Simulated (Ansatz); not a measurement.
## Phonon-limited resistivity of Tl, calculated with Ansatz

Space group P6_3/mmc (No. 194), 2 atoms in the cell of the first input below: a = 3.481 Å, b = 3.481 Å, c = 5.478 Å, α = 90.00°, β = 90.00°, γ = 120.00°.

The cell was built from a prototype of a structure type listed for this element, relaxed without spin–orbit coupling to zero pressure (pressure 0.0 GPa with this functional, without spin–orbit coupling). Functional: PBEsol.

Input:

```yaml
crystal:
  lattice:
    - [3.4808641744, 0.0, 0.0]
    - [-1.7404320872, 3.0145168021, 0.0]
    - [0.0, 0.0, 5.4776577985]
  atoms:
    - { symbol: Tl, position: [0.3333333333, 0.6666666667, 0.75] }
    - { symbol: Tl, position: [0.6666666667, 0.3333333333, 0.25] }
basis:
  ecutwfc: 420
  ecutrho_ratio: 4
kpoints:
  mp_grid: { grid: [12, 12, 6] }
hamiltonian:
  xc: pbesol
scf:
  occupations: { method: methfessel_paxton, width: 0.2 }
output: {}
phonons:
  supercell: [2, 2, 2]
  qpath:
    path:
      - [[0.0, 0.0, 0.0], [0.5, 0.0, 0.0], [0.33333333, 0.33333333, 0.0], [0.0, 0.0, 0.0], [0.0, 0.0, 0.5], [0.5, 0.0, 0.5], [0.33333333, 0.33333333, 0.5], [0.0, 0.0, 0.5]]
      - [[0.5, 0.0, 0.5], [0.5, 0.0, 0.0]]
      - [[0.33333333, 0.33333333, 0.5], [0.33333333, 0.33333333, 0.0]]
    npoints: 6
  electrical_resistivity: { mesh: [24, 24, 12], temperatures: [50, 100, 200, 300, 500] }
  superconductivity: { mesh: [24, 24, 12], eliashberg_equations: false }
```

```bash
ansatz run input.yaml --threads 8 --pin off --max-ram 15360MiB --backend cpu --events-out ev --progress --plain --runs-dir out
```

Time: 2.4 min on 8 threads of AMD EPYC 7R43 64-Core Processor (Zen 3), on a shared host, peak memory 3.4 GiB.

λ_tr,xx from the finest mesh down: 0.786, 0.848, 0.812. The next coarser mesh moves the resistivity at 300 K by 16 % along the axis that moves most.

The run gives λ_tr,xx = 0.786 and a Drude plasma energy ħω_p,xx = 7.40 eV.

Q: Estimate the resistivity along x at 300 K from the high-temperature formula.

A: ħ/τ = 2π λ_tr k_B T = 0.1277 eV and ρ = 1/(ε0 ω_p² τ) = 17.34 μΩ cm. The Boltzmann solution gives 17.07 μΩ cm, so the estimate is 2 % high; λ_tr itself still moves by 8 % between the two finest meshes.

```csv
T (K),ρ_xx (μΩ cm),ρ_zz (μΩ cm),"formula, xx","R_H, field along x (10⁻¹¹ m³/C)","R_H, field along z (10⁻¹¹ m³/C)"
50,2.52,1.90,2.89,-10.8,-4.02
100,5.51,4.13,5.78,-11.2,-4.53
200,11.29,8.45,11.56,-11.2,-4.81
300,17.07,12.76,17.34,-11.3,-4.93
500,28.76,21.48,28.90,-11.3,-5.07
```

R_H depends on the direction of the field. At 300 K the next coarser mesh moves R_H by up to 9 %.

At 50 K the solution is 0.87 times the linear formula, and at 500 K 1.00 times. The formula is meant for temperatures above the phonon energies and for bands that vary little within k_B T.

Caveats: no spin-orbit coupling, which matters for these elements; not converged in the fine mesh; small supercell, couplings not converged in it.

Resistivity along both axes rises almost linearly from 100 K upwards, as expected for a heavy, soft metal whose phonons are already largely classical at these temperatures. The shortfall from the linear formula at 50 K reflects the freezing out of the stiffer modes. Agreement between the formula and the Boltzmann solution at higher temperature supports the simple scattering picture, but does not test the coupling strength, which both share.

Conduction is easier along z at every temperature, and the ratio of the two resistivities barely changes. This suggests an anisotropy set by the Fermi surface, through its velocities or its averaged coupling, rather than by the freezing out of particular phonons.

The Hall coefficient is not a carrier count here: in a polyvalent metal with several Fermi-surface sheets, it weighs electron-like against hole-like curvature. Its stronger drift with temperature for field along z probably reflects a changing distribution of scattering rates over those sheets. Its negative sign is less secure than the resistivity, because spin-orbit splitting at the hexagonal zone faces can reconnect the orbits.
